# The Godby–Needs two-point plasmon-pole fit: margin notes

**1. Premises and conventions.** Formulas are in Hartree atomic units, numbers in eV. The system is a crystal of volume $V$ at zero temperature with clamped nuclei, a non-degenerate ground state $|0\rangle$ and excitation energies $\omega_n>0$. Write $\mathbf k=\mathbf q+\mathbf G$, $\mathbf k'=\mathbf q+\mathbf G'$, $\rho_{\mathbf k}=\sum_i e^{-i\mathbf k\cdot\mathbf r_i}$ and $v_k=4\pi/k^2$. Three premises are used, each only where named: (P1) time-reversal symmetry; (P2) an inversion centre at the origin, as in rock-salt MgO with the origin on an atom; (P3) a Hamiltonian made of kinetic energy and local potentials. The fitted object is

$$A(z)=\epsilon^{-1}_{GG'}(\mathbf q,z)-\delta_{GG'}=v_k^{1/2}\,\chi_{GG'}(\mathbf q,z)\,v_{k'}^{1/2},$$

with $\chi$ the reducible density response. The unsymmetrised matrix $v_k\chi$ differs by the factor $k'/k$, which does not depend on $z$ and cancels from the pole position. The fit is made separately for each $(\mathbf q,G,G')$, and these labels are dropped below.

**2. Why the model depends on $z^2$.** The Lehmann form of the response is

$$\chi(z)=\frac1V\sum_{n\ne0}\left[\frac{\langle0|\rho_{\mathbf k}|n\rangle\langle n|\rho^\dagger_{\mathbf k'}|0\rangle}{z-\omega_n}-\frac{\langle0|\rho^\dagger_{\mathbf k'}|n\rangle\langle n|\rho_{\mathbf k}|0\rangle}{z+\omega_n}\right].$$

Time reversal is antiunitary, leaves $|0\rangle$ invariant up to a phase, maps $|n\rangle$ to a degenerate $|\bar n\rangle$ and maps $\rho_{\mathbf k}$ to $\rho^\dagger_{\mathbf k}$. Hence the second numerator equals $\langle0|\rho_{\mathbf k}|\bar n\rangle\langle\bar n|\rho^\dagger_{\mathbf k'}|0\rangle$, and after summing over a level both numerators coincide. With

$$B(\omega)=\frac{(v_kv_{k'})^{1/2}}{V}\sum_n\langle0|\rho_{\mathbf k}|n\rangle\langle n|\rho^\dagger_{\mathbf k'}|0\rangle\,\delta(\omega-\omega_n)$$

and $1/(z-\omega)-1/(z+\omega)=2\omega/(z^2-\omega^2)$,

$$A(z)=\int_0^\infty d\omega\,\frac{2\omega B(\omega)}{z^2-\omega^2},\qquad A(iE)=-\int_0^\infty d\omega\,\frac{2\omega B(\omega)}{E^2+\omega^2}.$$

Inversion also maps $\rho_{\mathbf k}$ to $\rho^\dagger_{\mathbf k}$, so under (P1) and (P2) the combined antiunitary operation leaves $\rho_{\mathbf k}$ fixed and $B$ equals its complex conjugate: $B$ and $A(iE)$ are real. For $G=G'$ the numerator is a squared modulus, so $B\ge0$, and $B=-\pi^{-1}\mathrm{Im}\,\epsilon^{-1}(\omega+i0)$ is the loss function over $\pi$. For $G\neq G'$ the sign of $B$ is free. On the imaginary axis the denominator never vanishes, so no broadening is needed, and retarded and time-ordered functions agree for $E>0$. The RPA response of an insulator has the same form, with RPA excitation energies and amplitudes.

**3. The f-sum rule.** For $|z|\to\infty$, $A(z)\to\Omega_f^2/z^2$ with $\Omega_f^2=\int_0^\infty 2\omega B\,d\omega$. Inserting a complete set of states gives

$$\langle0|[[\rho_{\mathbf k},H],\rho^\dagger_{\mathbf k'}]|0\rangle=\sum_n\omega_n\left(\langle0|\rho_{\mathbf k}|n\rangle\langle n|\rho^\dagger_{\mathbf k'}|0\rangle+\langle0|\rho^\dagger_{\mathbf k'}|n\rangle\langle n|\rho_{\mathbf k}|0\rangle\right),$$

which by note 2 is $V\Omega_f^2/(v_kv_{k'})^{1/2}$. Under (P3) the potentials commute with $\rho_{\mathbf k}$. For one electron and functions $f,g$ of position, $[f,-\tfrac12\nabla^2]=\tfrac12(\nabla^2f)+\nabla f\cdot\nabla$, and its commutator with $g$ is $\nabla f\cdot\nabla g$. With $f=e^{-i\mathbf k\cdot\mathbf r}$ and $g=e^{i\mathbf k'\cdot\mathbf r}$ this is $\mathbf k\cdot\mathbf k'\,e^{-i(\mathbf G-\mathbf G')\cdot\mathbf r}$. Therefore

$$\Omega_f^2=\omega_p^2\;\hat{\mathbf k}\cdot\hat{\mathbf k}'\;\frac{n(\mathbf G-\mathbf G')}{n(0)},\qquad\omega_p^2=4\pi n(0),$$

with $n(\mathbf G)=V^{-1}\int n(\mathbf r)e^{-i\mathbf G\cdot\mathbf r}d^3r$. Every diagonal element has $\Omega_f^2=\omega_p^2$. In RPA, $\chi=\chi_0+\chi_0v\chi$ and $\chi_0=O(z^{-2})$, so the second term is $O(z^{-4})$: the first moment of $\chi$ is that of $\chi_0$, to which the same commutator applies with the Kohn–Sham Hamiltonian.

**4. The fit.** Replace the spectrum by one line, $B(\omega)\to(\Omega^2/2\tilde\omega)\,\delta(\omega-\tilde\omega)$, which gives

$$A_{\rm pp}(z)=\frac{\Omega^2}{z^2-\tilde\omega^2}.$$

The two parameters need two conditions. Godby and Needs (1989) take two computed values, $A_0=A(0)$ and $A_1=A(iE)$:

$$A_0=-\frac{\Omega^2}{\tilde\omega^2},\qquad A_1=-\frac{\Omega^2}{E^2+\tilde\omega^2}.$$

Both give $-\Omega^2$, so $A_0\tilde\omega^2=A_1(E^2+\tilde\omega^2)$, that is $(A_0-A_1)\tilde\omega^2=A_1E^2$, and

$$\boxed{\tilde\omega^2=\frac{E^2A_1}{A_0-A_1},\qquad\Omega^2=-A_0\tilde\omega^2=-\frac{E^2A_0A_1}{A_0-A_1}}$$

The solution is unique when $A_0\ne A_1$. It has a geometric reading: $1/A_{\rm pp}(iy)=-(y^2+\tilde\omega^2)/\Omega^2$ is linear in $y^2$, so the fit is the chord of $1/A$ against $y^2$ through $y=0$ and $y=E$. The pole is real only if $0<A_1/A_0<1$. Hybertsen and Louie (1986, HL) keep $A_0$ and replace the second condition by $\Omega^2=\Omega_f^2$ from the density, so $\tilde\omega_{\rm HL}^2=-\Omega_f^2/A_0$.

**5. What the fitted pole averages.** Take a diagonal element. Since $A_0=-\int 2B\,d\omega/\omega<0$, the weight $d\mu=2B\,d\omega/(\omega|A_0|)$ is non-negative and normalised: it is the share of each excitation in the static screening. Let $\langle\cdot\rangle$ be the average over $\mu$, $s=\omega^2$, $x=E^2$ and $g(x)=\langle(s+x)^{-1}\rangle$. Then

$$\frac{A_1}{A_0}=\left\langle\frac{s}{s+x}\right\rangle=1-xg,\qquad\frac{A_0-A_1}{A_0}=xg,$$

$$\tilde\omega^2(x)=\frac{\langle s/(s+x)\rangle}{\langle1/(s+x)\rangle}=\frac1{g(x)}-x .$$

So $\tilde\omega^2$ is the mean of $\omega^2$ under the weight $d\mu/(\omega^2+E^2)$. It is real, positive and lies between the lowest and highest $\omega^2$ of the spectrum; a diagonal fit cannot fail. Excitations with $\omega\gg E$ are suppressed by $E^2/\omega^2$ relative to those below $E$. In the same notation $\langle s\rangle=\int2\omega B\,d\omega/|A_0|=\Omega_f^2/|A_0|$, so the HL pole is the unweighted mean, $\tilde\omega^2_{\rm HL}=\langle s\rangle$.

**6. Dependence on $E$ and the sum rule.** Because $g'=-\langle(s+x)^{-2}\rangle$,

$$\frac{d\tilde\omega^2}{dx}=\frac{\langle(s+x)^{-2}\rangle-\langle(s+x)^{-1}\rangle^2}{g^2}\ge0,$$

the numerator being the variance of $1/(s+x)$. It vanishes only if $\mu$ sits on a single frequency. The end points follow from $g$. At $x\to0$, $\tilde\omega^2\to1/\langle s^{-1}\rangle$, the fit to value and curvature at $z=0$. At large $x$, $g=x^{-1}-\langle s\rangle x^{-2}+\langle s^2\rangle x^{-3}-\dots$, and inverting the series gives

$$\tilde\omega^2=\langle s\rangle-\frac{\langle s^2\rangle-\langle s\rangle^2}{E^2}+\dots,$$

where the correction needs a finite $\langle s^2\rangle$, as any finite sum over transitions has. The limit itself needs only $\langle s\rangle$, by monotone convergence of $\langle sx/(s+x)\rangle$ and $\langle x/(s+x)\rangle$. Since $\Omega^2/\Omega_f^2=\tilde\omega^2/\langle s\rangle$:

- if the element has a single pole, the fit is exact and obeys the sum rule at every $E$;
- otherwise a diagonal element has $\Omega^2<\Omega_f^2$ at every finite $E$, the deficit falls monotonically, and it vanishes only as $E\to\infty$, where the fit becomes the HL one.

For two lines $s_1,s_2$ with weights $p_1+p_2=1$, clearing denominators gives a closed form:

$$\tilde\omega^2=\langle s\rangle-\frac{p_1p_2(s_1-s_2)^2}{x+p_1s_2+p_2s_1}.$$

**7. Which sum rule the limit reaches.** The limit $E\to\infty$ returns the first moment of the *computed* spectrum, whereas HL inserts the density formula of note 3. The two coincide if the computed $\chi_0$ obeys that formula, which requires a local potential, all empty bands, and the same electrons in $\chi_0$ and in $n$. Truncating the band sum drops non-negative terms from a diagonal first moment, so with a local potential the limit then lies below HL. A non-local pseudopotential adds $[[\rho_{\mathbf k},V_{\rm nl}],\rho^\dagger_{\mathbf k'}]$, which the density formula lacks, and the limit then differs from HL even with all bands.

**8. Off-diagonal elements.** For $A_0\neq0$ the formulas $\tilde\omega^2=1/g-x$ and $\tilde\omega^2\to\langle s\rangle$ survive with $d\mu=-2B\,d\omega/(\omega A_0)$, but $\mu$ is now signed and the inequalities are lost. Weights $(2,-1)$ on $s=(1,3)$ give $\tilde\omega^2=(3-x)/(x+5)$, negative for $x>3$: the pole lies on the imaginary axis and no excitation corresponds to it. Weights $(\tfrac25,-\tfrac95,\tfrac{12}5)$ on $s=(1,2,3)$ have $\langle s\rangle=4$ and $g(1)=\tfrac15$, so $\tilde\omega^2(1)=4$: the sum rule is met at finite $E$ by accident, with a pole above every line of the spectrum. Without (P2), $A_0$ and $A_1$ are in general complex and so is $\tilde\omega^2$. Such elements need a rule from outside the derivation, for example keeping them static or dropping them, and a calculation should report that rule.

**9. Sign of the misfit on the imaginary axis.** Note 4 applied at another point $y$ says that, identically, $A(iy)/A_0=\tilde\omega^2(y)/[\tilde\omega^2(y)+y^2]$. The fit made at $E$ has the same form with the constant $\tilde\omega^2(E)$, and $u/(u+y^2)$ increases with $u$. By note 6, for a diagonal element with more than one pole, $|A_{\rm pp}(iy)|>|A(iy)|$ for $0<y<E$ and $|A_{\rm pp}(iy)|<|A(iy)|$ for $y>E$. The HL form overestimates $|A(iy)|$ at every finite $y>0$.

**10. What the self-energy asks of the fit.** In $GW$, $\Sigma_c(\omega)=\frac{i}{2\pi}\int d\omega'\,G(\omega+\omega')W_c(\omega')$ with $W_c=v^{1/2}Av^{1/2}$. In time-ordered form a line $w$ of $B$ contributes $1/(\omega'-w+i0)-1/(\omega'+w-i0)$. For an occupied state $m$ the pole of $G$ is in the upper half plane; closing below picks $\omega'=w$ and gives $\frac{i}{2\pi}(-2\pi i)/(\omega-\varepsilon_m+w)$. For an empty state, closing above picks $\omega'=-w$ with residue $-1$ and gives $1/(\omega-\varepsilon_m-w)$. Apart from matrix elements and Coulomb factors, an occupied state thus contributes $+K(\omega-\varepsilon_m)$ and an empty one $-K(\varepsilon_m-\omega)$, where

$$K(\Delta)=\int_0^\infty\frac{B(w)\,dw}{w+\Delta}=\frac{|A_0|}2\left\langle\frac{\omega}{\omega+\Delta}\right\rangle,\qquad K_{\rm pp}(\Delta)=\frac{|A_0|}2\,\frac{\tilde\omega}{\tilde\omega+\Delta}.$$

For $\omega$ in the gap or at a band edge every $\Delta\ge0$. Both fits give $K(0)=|A_0|/2$ exactly, which is the reason for spending one condition on $z=0$. For $\Delta>0$ the integral $\int_0^\infty dy\,[(\Delta^2+y^2)(w^2+y^2)]^{-1}=\pi/[2\Delta w(\Delta+w)]$ gives

$$K(\Delta)=\frac1\pi\int_0^\infty dy\,\frac{\Delta}{\Delta^2+y^2}\,|A(iy)| .$$

Band-edge self-energies therefore see only the smooth imaginary-axis function, through a Lorentzian of half-width $\Delta$. The two signs of note 9 partly cancel in this integral at finite $E$, while the HL misfit has one sign.

The pole that would make $K_{\rm pp}(\Delta)$ exact is $\omega_K(\Delta)=\langle(\omega+\Delta)^{-1}\rangle^{-1}-\Delta$. The argument of note 6, with $\omega$ for $s$, shows that it rises from $\langle\omega^{-1}\rangle^{-1}$ at $\Delta\to0$ to $\langle\omega\rangle$ at $\Delta\to\infty$. The power-mean inequality orders the four limits:

$$\langle\omega^{-2}\rangle^{-1/2}\le\langle\omega^{-1}\rangle^{-1}\le\omega_K(\Delta)\le\langle\omega\rangle\le\langle\omega^2\rangle^{1/2}.$$

The outer members are $\tilde\omega(E\to0)$ and $\tilde\omega_{\rm HL}$. For each $\Delta>0$ some finite $E$ is exact, no single $E$ is exact for all $\Delta$, and HL overestimates every diagonal $K(\Delta>0)$. The slope $K'(0)=-\frac12|A_0|\langle\omega^{-1}\rangle$, which enters the renormalisation factor $Z$, becomes $-|A_0|/2\tilde\omega$. These statements concern single diagonal terms. Occupied and empty terms enter with opposite sign and a gap is a difference of two self-energies, so they do not rank the two fits for a band gap.

**11. Choosing $E$.** Differentiating the boxed result,

$$\frac{\partial\ln\tilde\omega^2}{\partial\ln A_1}=\frac{A_0}{A_0-A_1}=1+\frac{\tilde\omega^2}{E^2}.$$

A small $E$ amplifies relative noise, because $A_0-A_1$ is then a small difference. Dividing by $A_1=A_0\tilde\omega^2/(\tilde\omega^2+E^2)$ gives the response to an absolute change of $A_1$, $(\tilde\omega^2+E^2)^2/(E^2\tilde\omega^2|A_0|)$, which grows at both ends and has its minimum $4/|A_0|$ at $E=\tilde\omega$. Conditioning thus points to $E$ of the order of the pole, and the valence $\omega_p$ is the usual choice. A large $E$ also shifts weight to high transitions (note 5), which the band sum converges last. One $E$ serves all elements, although the poles move up with $|\mathbf q+\mathbf G|$, so the choice is a compromise to be tested by varying $E$.

**12. Range of validity.** The boxed formulas are exact algebra for any $A_0\ne A_1$. The bounds and monotonicity need $B\ge0$, so they hold for diagonal elements under (P1); real off-diagonal parameters need (P2) and still carry no guarantee. The HL limit needs the conditions of note 7. As an approximation to $\Sigma_c$ the fit is controlled when all $\Delta$ that carry weight are positive or small against the lowest excitations with appreciable weight, that is for states near the gap. For $\Delta<0$, as for a deep valence state coupled to occupied states above it, $\omega/(\omega-|\Delta|)$ stresses the lowest lines, which one pole averages away. Once $|\Delta|$ exceeds the excitation threshold the true $K$ has an imaginary part, while $K_{\rm pp}$ is real with a spurious divergence at $|\Delta|=\tilde\omega$. Lifetimes, satellites and loss spectra are out of reach. The fit also inherits whatever approximation produced $A_0$ and $A_1$.

**13. Illustration: the head element of a two-line model for MgO.** MgO is the tunnel barrier of magnetic memory cells. For $\mathbf q\to0$, $G=G'=0$, $\epsilon^{-1}_{00}(0)$ is the inverse macroscopic dielectric constant, local fields included. "Static" means clamped nuclei, so the value to use is $\epsilon_\infty=2.96$ (compiled value, Skone 2014), not the static constant 9.8 (compiled value, Hong 2013), which contains lattice screening at the scale of the LO phonon, 710 cm$^{-1}$ (compiled value, He 2014) or 0.088 eV. The measured $\epsilon_\infty$ stands in for the RPA value that a $GW$ calculation would use. Then $A_0=1/2.96-1=-0.66216$.

With an approximate lattice constant $a=4.21$ Å and eight valence electrons (O $2s^22p^6$) on each of four formula units, $n=32/a^3=0.4288$ Å$^{-3}$, $\omega_p^2=591.3$ eV$^2$ and $\omega_p=24.3$ eV. Hence $\langle s\rangle=\omega_p^2/|A_0|=893.0$ eV$^2$ and $\tilde\omega_{\rm HL}=29.9$ eV; using 9.8 by mistake would give 25.7 eV.

The spectrum is modelled by two lines: $\omega_1=22$ eV, chosen at the typical position of the main valence loss peak of MgO, and $\omega_2=40$ eV, an illustrative stand-in for the high-energy tail. With $s_1=484$ and $s_2=1600$ eV$^2$, normalisation and the sum rule fix $p_2=(\langle s\rangle-s_1)/(s_2-s_1)=0.3665$ and $p_1=0.6335$. The zeros of the model $\epsilon^{-1}$, its absorption lines, fall at 14.2 and 35.9 eV, above the gap of 7.83 eV (compiled value, Miglio 2020), as they must. Extra figures serve only to let the arithmetic be followed, and intermediate values are carried unrounded.

At $E=\omega_p$, $A_1=A_0\sum_jp_js_j/(s_j+E^2)=-0.36600$ and $A_0-A_1=-0.29616$, so $\tilde\omega^2=730.8$ eV$^2$, $\tilde\omega=27.0$ eV and $\Omega^2=483.9$ eV$^2$. The closed form of note 6, with $p_1p_2(s_1-s_2)^2=2.892\times10^5$ eV$^4$ and $p_1s_2+p_2s_1=1191.0$ eV$^2$, gives the $E$ dependence.

| $E$ (eV) | 0 | 10 | $\omega_p$ | 50 | 100 | $\infty$ |
|---|---|---|---|---|---|---|
| $\tilde\omega$ (eV) | 25.5 | 25.9 | 27.0 | 28.5 | 29.4 | 29.9 |
| $\Omega^2/\omega_p^2$ | 0.728 | 0.749 | 0.818 | 0.912 | 0.971 | 1 |

Reaching 99 per cent of the sum rule takes $E=177$ eV. The amplification factor of note 11 is 2.24 at $E=\omega_p$ and 7.69 at 10 eV. The window of note 10 runs from $\langle\omega^{-1}\rangle^{-1}=26.3$ eV to $\langle\omega\rangle=28.6$ eV; it contains the fit at $\omega_p$ (GN) and excludes HL. The next table gives $K(\Delta)/K(0)$ and the errors against the exact two-line value. The gap is taken as a representative $\Delta$ across it, 25 and 60 eV as distant bands, and $-18$ eV as an O $2s$ state, typically about that far below the valence-band top, coupled to O $2p$ states.

| $\Delta$ (eV) | exact | GN | HL | GN error (%) | HL error (%) |
|---|---|---|---|---|---|
| 7.83 | 0.774 | 0.775 | 0.792 | +0.2 | +2.4 |
| 25 | 0.522 | 0.520 | 0.544 | −0.5 | +4.3 |
| 60 | 0.317 | 0.311 | 0.332 | −1.9 | +5.0 |
| −18 | 4.151 | 2.993 | 2.515 | −27.9 | −39.4 |

The signs are those derived: GN changes sign with $\Delta$, HL is high for all $\Delta>0$. The magnitude of the slope $K'(0)$ is off by −2.5 per cent in GN and −11.8 per cent in HL. The last row shows both fits failing for a deep state, and even the exact entry there is an artefact of the model, since 18 eV exceeds the gap and the crystal has real excitations at that energy.

Semicore electrons expose the difference in weighting. Put the eight Mg $2s2p$ electrons into the density, so that $\langle s\rangle$ doubles, and represent them by a third line at an illustrative 100 eV, above the Mg $2p$ threshold of roughly 50 eV (typical). Keeping $A_0$ and $p_2$, the two constraints give $p_3=0.0938$ and $p_1=0.5397$. HL moves to 42.3 eV, up 41 per cent, while the fit at the same $E$ moves to 29.7 eV, up 10 per cent.

All these numbers belong to the model. $A_0$ was set by $\epsilon_\infty$ and $\omega_1$ by the typical loss peak, so neither is a prediction. That the fitted pole lies 5.0 eV above $\omega_1$ is no misfit, since it is a weighted mean over the whole spectrum and not a peak position. Its value depends on the assumed tail: moving $\omega_2$ to 50 eV leaves HL at 29.9 eV and lowers the fit at $\omega_p$ to 25.5 eV. The crystal has a continuous loss spectrum that starts near the gap, which two sharp lines do not describe, and the head is one element among many in $\Sigma_c$; the tabulated percentages show signs and orders of magnitude, not corrections to the MgO gap.